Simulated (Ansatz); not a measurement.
## Ligand exchange: HF + GeH3I → HI + GeH3F

Gas-phase species: HF (hydrogen fluoride), singlet; GeH3I `[GeH3][I]`, singlet; HI (hydrogen iodide), singlet; GeH3F (fluorogermane) `[F][GeH3]`, singlet. The partners trade F for I: H–F and Ge–I bonds give way to H–I and Ge–F.

Shapes, held fixed at every level: PBE0-D4/def2-TZVP. Programs: Ansatz 0.2.0. The zero-point and thermal change to 298 K, harmonic and unscaled (PBE0-D4/def2-TZVP), is -7.9 kJ/mol.

| level | kind | ΔH(298 K) (kJ/mol) | less CCSD(T)/def2-TZVPP |
| --- | --- | --- | --- |
| HF/def2-SVP | Hartree–Fock | +6.8 | -10.9 |
| r2SCAN-D4/def2-TZVPP | meta-GGA | +17.8 | +0.1 |
| B3LYP-D4/def2-TZVPP | global hybrid | +16.7 | -1.0 |
| wB97M-V/def2-TZVPP | range-separated hybrid | +17.4 | -0.3 |
| CCSD(T)/def2-SVP | coupled cluster or CI | +6.1 | -11.6 |
| CCSD/def2-TZVPP | coupled cluster or CI | +16.4 | -1.3 |
| CCSD(T)/def2-TZVPP | coupled cluster or CI | +17.7 | 0.0 |

The highest level, CCSD(T)/def2-TZVPP, gives ΔH(298 K) = +17.7 kJ/mol; the levels span +6.1 to +17.8. The column of differences is taken from that level and isn't an error. No measured value is set beside it here. For atoms past krypton def2 sets carry core potentials with scalar relativity. Relativity is left out for Ge. Outer-core shells of Ge, I are correlated, in sets that cover them unevenly.

The exchange is endothermic at every level, so enthalpy favours fluorine on hydrogen and iodine on germanium. Both fluorine bonds are strong and polar, but the compact H 1s orbital overlaps especially well with fluorine's small valence shell. Replacing H–F with Ge–F therefore costs more than is recovered by replacing Ge–I with H–I. The vibrational contribution softens this preference, chiefly because the stiff H–F stretch gives way to the much softer H–I stretch.

The main divide among the levels follows the basis set. CCSD(T) rises from +6.1 to +17.7 kJ/mol on going from def2-SVP to def2-TZVPP, whereas perturbative triples change little in the larger set. The small basis probably describes fluorine's polarised density less well in HF than in GeH3F, where functions on germanium can help, and so makes the exchange look too easy. The close agreement of the density functionals with CCSD(T) in def2-TZVPP supports a modest endothermicity, but doesn't establish convergence with basis size.
